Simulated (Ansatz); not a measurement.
The calculation used DFT PBE, scalar-relativistic, plane waves, PAW in Ansatz. All cells share a 420 eV cutoff and Γ-centred k meshes spaced at most about 0.3 Å⁻¹ (about 0.25 or finer for metals, 2π included). No spin polarisation in the final relaxations.

These are static total energies at zero pressure.

Two forms of CdS4 were relaxed alike.

A.

```cif
data_structure
_symmetry_space_group_name_H-M 'P6/mmm'
_symmetry_Int_Tables_number 191
_cell_length_a 5.4186
_cell_length_b 5.4186
_cell_length_c 5.0233
_cell_angle_alpha 90.000
_cell_angle_beta 90.000
_cell_angle_gamma 120.000
_cell_volume 127.73
loop_
_atom_site_label
_atom_site_type_symbol
_atom_site_symmetry_multiplicity
_atom_site_Wyckoff_symbol
_atom_site_fract_x
_atom_site_fract_y
_atom_site_fract_z
_atom_site_occupancy
Cd1 Cd 1 a 0.00000 0.00000 0.00000 1
S1 S 3 f 0.50000 0.00000 0.00000 1
S2 S 1 b 0.00000 0.00000 0.50000 1
```

B.

```cif
data_structure
_symmetry_space_group_name_H-M 'Im-3m'
_symmetry_Int_Tables_number 229
_cell_length_a 6.0633
_cell_length_b 6.0633
_cell_length_c 6.0633
_cell_angle_alpha 90.000
_cell_angle_beta 90.000
_cell_angle_gamma 90.000
_cell_volume 222.91
loop_
_atom_site_label
_atom_site_type_symbol
_atom_site_symmetry_multiplicity
_atom_site_Wyckoff_symbol
_atom_site_fract_x
_atom_site_fract_y
_atom_site_fract_z
_atom_site_occupancy
Cd1 Cd 2 a 0.00000 0.00000 0.00000 1
S1 S 8 c 0.25000 0.25000 0.75000 1
```

**Question.** Which is lower in energy, and by how much?

**Answer.** B is lower, by 53 meV/atom. A has space group P6/mmm (No. 191), 25.5 Å³/atom and no gap on its mesh; B has space group Im-3m (No. 229), 22.3 Å³/atom and no gap. The denser one is the lower, and pressure would at first widen the difference. Even the lower one lies +0.76 eV/atom against the reference forms of the elements (uncorrected), so neither is stable at this level. In A, Cd is surrounded by 2 S at 2.51 Å and 6 S at 2.71 Å; S on a site of symmetry mmm is surrounded by 2 Cd at 2.71 Å and 4 S at 2.71 Å; S on a site of symmetry 6/mmm has 2 Cd at 2.51 Å. In B, around Cd lie 8 S at 2.63 Å; S is surrounded by 2 Cd at 2.63 Å and 6 S at 3.03 Å. Both come from invented guesses. A third cell relaxed alike, in P4/mmm, lies 0.67 eV/atom below the lower of the two.

A magnetic state wasn't ruled out in cells without spin, among them P6/mmm, Im-3m. Cells relaxed within their symmetry can be saddle points.

Both structures are unfavourable for the same reason: they hold the sulfur atoms too far apart for normal S-S single bonds. Cadmium readily gives up only its two 5s electrons, while its filled 4d shell stays largely inert. Four separate sulfide ions would need far more electrons than that, so the S 3p band remains partly empty, consistent with the missing gap in both cells. A sulfur-rich cadmium compound would normally make up the shortage by forming polysulfide chains or S-S pairs. The much lower energy of the P4/mmm cell suggests that it allows some such bonding, though no distances are given to confirm this.

The preference for B probably reflects its denser packing and eight equal Cd-S contacts, whereas A combines two short contacts with six stretched ones. This ranks two strained, electron-poor frameworks and doesn't identify the ground state of CdS4. The more demanding test of stability would be decomposition into CdS and sulfur, since CdS is itself strongly bound relative to the elements.
